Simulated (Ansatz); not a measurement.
# Work function change on (100) and (110) faces of V, Nb, Ta, Mo and W with missing rows, from PBE slabs

A rougher metal face has a lower work function than a smooth one: this is the usual rule of thumb, and missing rows are a simple way to test it. The question is whether removing rows from the top layer lowers the work function on both the open (100) and the dense (110) face of bcc metals, and by how much. The answer matters for electron emitters and for contacts, where patches of different work function set the current and the local fields. The quantity followed is $\Delta\Phi$, the work function of the relaxed upper face with missing rows less that of the plain lower face of the same slab, which is held at bulk positions. A negative value means that the patterned face releases electrons more easily.

## Calculations

Ansatz 0.2.0, plane-wave Kohn-Sham DFT with its default PAW datasets at cutoffs of 420 eV, PBE (with D3(BJ) where the row says so). Thin slabs at the tabulated measured lattice constant are built by hand with 17 Å of vacuum; the upper layers are relaxed (forces under 0.015 eV/Å) and the lower ones held. A single point with k-spacing 0.08 to 0.11 Å⁻¹ (2π included), Fermi-Dirac smearing of 0.05 eV and a dipole correction gives both vacuum levels. Spin-paired, no spin-orbit coupling.

Notes on method and selection:

- The patterns are set by hand.
- One row a cell is missing.
- Runs in which the search for lower states was switched off are not listed.
- Work functions and vacuum levels are read from the electrostatic potential (Hartree and local ionic parts), which a warning of a rough exchange-correlation potential in thin density does not concern.
- Sites and patterns name the starting structure; atoms can leave their sites in the relaxation.
- Error sizes named in these notes are rules of thumb and were not measured on these runs.
- The default PAW datasets of this version of Ansatz are the set soft_2.
- Runs that did not converge, have known faults or may not be shown are not listed, and runs on Ansatz's PAW sets soft_1 and soft_2 are kept to separate tables.

Columns:

- group: group of the periodic table.
- Φ lower (eV): work function of the plain lower face, held at bulk places.
- cell: surface cell.
- ΔΦ (eV): work function of the upper face less that of the plain lower face of the same slab.
- Φ upper (eV): work function of the upper face.

## Data

```
member                            group  Φ lower (eV)  cell   ΔΦ (eV)  Φ upper (eV)
Nb(100)-(2x1) missing row         5      3.71          (2x1)  −0.154   3.55
Nb(110)-(2x1) missing row         5      4.56          (2x1)  −0.851   3.71
Ta(100)-(2x1) missing row         5      4.01          (2x1)  −0.405   3.60
Ta(110)-(2x1) missing row         5      4.84          (2x1)  −1.080   3.76
V(100)-(2x1) missing row, D3(BJ)  5      3.86          (2x1)  −0.262   3.59
V(110)-(2x1) missing row, D3(BJ)  5      4.83          (2x1)  −1.165   3.66
Mo(100)-(2x1) missing row         6      3.90          (2x1)  −0.166   3.73
Mo(100)-(3x1) missing row         6      3.95          (3x1)  −0.104   3.85
Mo(110)-(2x1) missing row         6      4.59          (2x1)  −0.930   3.66
W(100)-(2x1) missing row          6      4.16          (2x1)  −0.404   3.76
W(100)-(3x1) missing row          6      4.21          (3x1)  −0.124   4.08
```

## The trend and its physics

$\Delta\Phi$ is negative in all eleven rows, and its size depends mainly on the face. On (100) it runs from −0.104 to −0.405 eV with a mean of −0.23 eV; on (110) it runs from −0.851 to −1.165 eV with a mean of about −1.0 eV. Predicting each row from the mean of the other rows on its face misses by 0.14 eV on average, against 0.39 eV when the face is ignored. The (110) slabs have fewer layers, which might shift values by roughly 0.1 eV, far less than the smallest difference between the faces of one metal (Ta, 1.080 − 0.405 = 0.675 eV).

The sign is the one expected from the smoothing of charge (the Smoluchowski effect). Electrons spread from the ridges into the grooves and leave the ridges positive, which gives a dipole $p$ per cell pointing outwards. With cell area $A$,

$$\Delta\Phi = -\frac{e\,p}{\varepsilon_0 A}.$$

Part of the face dependence is geometric. Each (2x1) cell lacks one top-layer atom, but the (110) cell is smaller by a factor of 1.4, and the layer spacing, which sets the groove depth, is larger by 1.4. If the same charge moved over a distance proportional to that depth, the drop on (110) would be 1.4 × 1.4 ≈ 2 times that on (100). The calculated ratios are larger, from 1.080 / 0.405 = 2.67 for Ta to 0.930 / 0.166 = 5.60 for Mo. Relaxation of the upper face, which $\Delta\Phi$ also contains, may account for part of the excess, most of all where the drop on (100) is small. The rest would mean that more charge is rearranged on (110), which is plausible because the plain face is the densest of the bcc lattice and has the most smoothness to lose.

The columns show where the difference arises. The plain lower faces of the (2x1) slabs span 4.84 − 3.71 = 1.13 eV, whereas their patterned upper faces span only 3.76 − 3.55 = 0.21 eV. A high starting work function is therefore largely lost once half the top layer is gone and the remaining atoms have relaxed.

No clear effect of the group can be seen. On (100)-(2x1), Nb and Mo differ by 0.012 eV and Ta and W by 0.001 eV. Neither difference is resolved: the coarser k-mesh and wider smearing used during the relaxations change $\Delta\Phi$ of Ta(100) by more than either. On (110), Nb and Mo differ by 0.930 − 0.851 = 0.079 eV, which is small beside the gap between the faces and rests on a single pair.

## Outliers

Ta(100) and W(100) in the (2x1) cell lie farthest from the mean of their face, about 0.17 eV on the negative side. Their plain faces start 0.30 and 0.26 eV above those of Nb and Mo, but their patterned faces end only 0.05 and 0.03 eV above. A larger surface dipole on the smooth 5d metals, mostly lost on opening the face, is a possible reason.

V(110) has the largest drop, 0.16 eV beyond the (110) mean. Its short lattice constant packs more missing atoms into each unit of area, which acts in the right direction. The D3(BJ) term used for V changes the potential only through the relaxed positions and is unlikely to account for this much.

W(100)-(3x1) breaks a different expectation. With two thirds as many missing rows per area as in (2x1), simple dilution gives 0.404 × 2 / 3 = 0.269 eV, but the drop is 0.124 eV. Weaker mutual depolarisation of the dipoles would make the drop larger than dilution predicts, so it has the wrong sign. Simple dilution also takes the whole drop as the work of the missing rows. The part due to relaxation of the upper face need not shrink with their number, and if that part raises the work function, the total drop shrinks faster than dilution predicts. Another possibility is that the remaining rows, which stand in pairs instead of singly, reduce the smoothing. Mo has the same geometry but cannot decide the matter. Dilution predicts 0.166 × 2 / 3 = 0.111 eV and the drop is 0.104 eV, yet the predicted change of 0.166 − 0.111 = 0.055 eV is hardly more than the 0.05 eV by which the plain Mo face itself differs between the two slabs. The W case stays open.

## Short exercises

**How much would missing rows raise thermionic emission from W(100) at 2000 K?**
With an unchanged prefactor, the current grows by $\exp(-\Delta\Phi/k_BT)$, where $k_BT$ is about 0.17 eV. For (2x1), 0.404 / 0.17 = 2.4, a factor of roughly 10. For (3x1), 0.124 / 0.17 = 0.73, a factor of about 2. Both figures assume that the pattern survives at that temperature, and both compare it with a plain face held at bulk positions. A real plain face relaxes too, so the gain from the missing rows alone may be larger or smaller. For (3x1) the drop is so small that a gain from the rows alone is not certain.

**What does a Kelvin probe see if one fifth of a Mo(110) face carries the (2x1) pattern?**
The probe averages over area when the patches are small compared with its tip. If the rest of the face is given the work function of the plain face at bulk positions, the mean shift is 0.2 × (−0.930) = −0.186 eV, so the reading falls to 4.59 − 0.186 = 4.40 eV. A photoemission threshold would respond more strongly to the patches themselves, near 3.66 eV, provided they are wide enough to keep their own local vacuum level.

**Can the work function still identify the face once rows are missing?**
On the plain faces it can: (110) lies above (100) by 0.85 eV for Nb, 4.84 − 4.01 = 0.83 eV for Ta, 4.83 − 3.86 = 0.97 eV for V and 0.69 eV for Mo. With (2x1) missing rows, the same differences are 0.16, 0.16, 0.07 and −0.07 eV. Plain Mo(100) and W(100) faces, which should not depend on the cell above them, already differ by 0.05 eV between the (2x1) and (3x1) slabs. Differences of 0.07 eV are too close to that to identify a face, and even 0.16 eV is a weak basis.

## Summary

For these hand-set patterns, the relaxed face with missing rows has a lower work function than the plain face at bulk positions: by 0.1 to 0.4 eV on (100) and by 0.9 to 1.2 eV on (110). The shares of the missing rows and of the relaxation are not separated. Relaxation alone is unlikely to explain the large drop on (110), but for the smallest drops on (100) even the sign of the missing rows' own share is not settled. The comparison of faces rests on V, Nb, Ta and Mo, since W(110) is not in the table. Whether the patterns would form is a matter of surface energy, which is not shown.

PBE tends to place work functions of transition metals below experiment, often by a few tenths of an eV. Correcting this would raise both $\Phi$ columns and largely cancel in $\Delta\Phi$. The reference face is held at bulk positions, so $\Delta\Phi$ also contains the relaxation of the upper face; a relaxed reference would shift it by an amount whose sign the columns do not fix. Clean W(100) and Mo(100) are known to reconstruct on cooling, so their plain reference here stands for the unreconstructed face.

[Logs are printed without paths, hosts, clocks, repeated set-up lines and the standing remarks that a program may print on its own settings, such as how far it seeks lower states.]
